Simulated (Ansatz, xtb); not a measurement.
# H2O2SSi: which of two conformers lies lower

We compare a, `O=[Si](O)S`, a singlet, with b, `O=[Si](O)S`, a singlet. Both are isolated molecules in the gas phase, relaxed with PBE0-D3(BJ)/def2-SVP.

a (Å):

```tsv
atom	x (Å)	y (Å)	z (Å)
O	-0.7720	1.0598	0.9985
O	-1.9063	-1.1064	-0.4454
S	0.3679	0.8092	-1.7515
Si	-0.9622	0.0830	-0.3056
H	-1.3302	0.8420	1.7557
H	0.8121	1.7981	-0.9428
```

b (Å):

```tsv
atom	x (Å)	y (Å)	z (Å)
O	-3.1396	2.0465	1.9929
O	-0.6662	1.1263	2.9722
S	-1.9754	-0.8137	1.0254
Si	-2.0221	1.0143	2.0725
H	-0.0169	0.4159	2.9534
H	-3.1672	-0.5682	0.4371
```

Energies in hartree; the thermal terms are from PBE0-D3(BJ)/def2-SVP harmonic frequencies (ideal gas, rigid rotor, one conformer each, 298.15 K, 1 atm) and include the zero-point energy:

|  | a | b |
| --- | --- | --- |
| E, CCSD(T)/def2-TZVP | −838.345214 | −838.342095 |
| zero-point energy | 0.028435 | 0.028025 |
| H(298 K) − E | 0.034707 | 0.034480 |
| G(298 K) − E | −0.000353 | −0.000949 |

Question: Work out ΔE, ΔE₀, ΔH and ΔG for a → b in kJ/mol (1 Eh = 2625.50 kJ/mol) and the equilibrium ratio [b]/[a].

Answer: 1. ΔE = −838.342095 − (−838.345214) = +0.003119 Eh = +8.19 kJ/mol.
2. ΔE₀ = ΔE + ΔZPE = +0.003119 + (−0.000410) Eh = +7.11 kJ/mol.
3. ΔH = ΔE + (−0.000227) Eh = +7.59 kJ/mol.
4. ΔG = ΔE + (−0.000596) Eh = +6.62 kJ/mol, so ΔS = (ΔH − ΔG)/T = +3.2 J/(mol K).
5. kT = 0.9442 mEh, so K = [b]/[a] = exp(−ΔG/kT) = exp(−2.67) ≈ 0.069.

Structure a is favoured at this temperature. An error of 4 kJ/mol in ΔG would change K by a factor of 5. Mirror images and further conformers aren't counted.

Other levels gave ΔE = +9.3 (PBE0-D3(BJ)/def2-SVP); +8.0 (HF/def2-TZVP); +8.1 (MP2/def2-TZVP) kJ/mol. The correlated steps freeze 12 core orbitals. Programs: Ansatz 0.2.0.

The two minima are planar rotamers with the same connectivity, differing in the orientation of both hydrogens. In a, the O–H bond is syn to Si=O and the S–H bond points towards the hydroxyl oxygen; in b, S–H is syn to Si=O and O–H points towards sulfur. The preference for a is probably electrostatic. The strongly polarised Si=O bond leaves considerable negative charge on the terminal oxygen, which is better stabilised by the more positive hydroxyl hydrogen than by the weakly polar S–H group. The contact is too bent to count as a conventional hydrogen bond, and resembles the syn preference of carboxylic acids. Hartree–Fock already gives +8.0 kJ/mol, close to the coupled-cluster +8.19 kJ/mol, which suggests that differential correlation and dispersion play little part. Zero-point and thermal terms narrow the gap slightly without reversing it, leaving b as a minor partner in a two-state equilibrium. Because both groups rotate between a and b, the energy difference can't be divided into separate O–H and S–H preferences.
